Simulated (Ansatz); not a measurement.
BGeH5O: structure from calculated spectroscopic constants

These gas-phase data were calculated for one isomer of BGeH5O at r2SCAN-D4/def2-SVP (harmonic, unscaled wavenumbers; equilibrium rotational constants with average atomic masses):

- rotational constants: 37.08, 4.14, 3.911 GHz
- all wavenumbers above 1500 cm⁻¹: 2603, 2500, 2192, 2189, 2164
- dipole moment: 2.02 D (PBE0/def2-TZVPD)

Candidates:

(1) `B[O][GeH3]`, a singlet
(2) `O[BH][GeH3]`, a singlet

**Question.** Which candidate do the data belong to?

**Answer.** Candidate (1). No mode falls between 3300 and 4000 cm⁻¹, where the O–H stretch of (2) would stand.

The same quantities for all candidates:

|  | rotational constants (GHz) | wavenumbers above 1500 cm⁻¹ | dipole (D) | E above the lowest, r2SCAN-D4/def2-SVP (kcal/mol) |
| --- | --- | --- | --- | --- |
| (1) | 37.08, 4.14, 3.911 | 2603, 2500, 2192, 2189, 2164 | 2.02 | 0.0 |
| (2) | 32.15, 3.286, 3.093 | 3819, 2590, 2137, 2135, 2105 | 1.07 | 5.8 |

Each candidate is one conformer. Programs: Ansatz 0.2.0.

The stretching pattern supports the assignment beyond the missing O–H band. Two B–H modes at 2603 and 2500 cm⁻¹ indicate a BH2 group, whereas (2) has a single B–H oscillator; the three lower modes belong to GeH3 in both isomers. These Ge–H stretches are higher in (1), probably because germanium bonded to electronegative oxygen directs more p character into the Ge–O bond and leaves more s character in the Ge–H bonds. Boron, being electropositive, has no such effect in (2).

The rotational constants point the same way. With oxygen in the bridging position, the light BH2 group sits at the end of the heavy-atom chain, while in (2) the heavier oxygen lies there and increases the two larger moments of inertia.

Both isomers retain a B–O bond strengthened by donation from an oxygen lone pair into the empty boron p orbital. The energetic preference for (1) therefore probably reflects the strong Ge–O bond replacing a weaker Ge–B bond, which outweighs the loss of O–H in favour of B–H. It gives no measure of the barrier to interconversion.
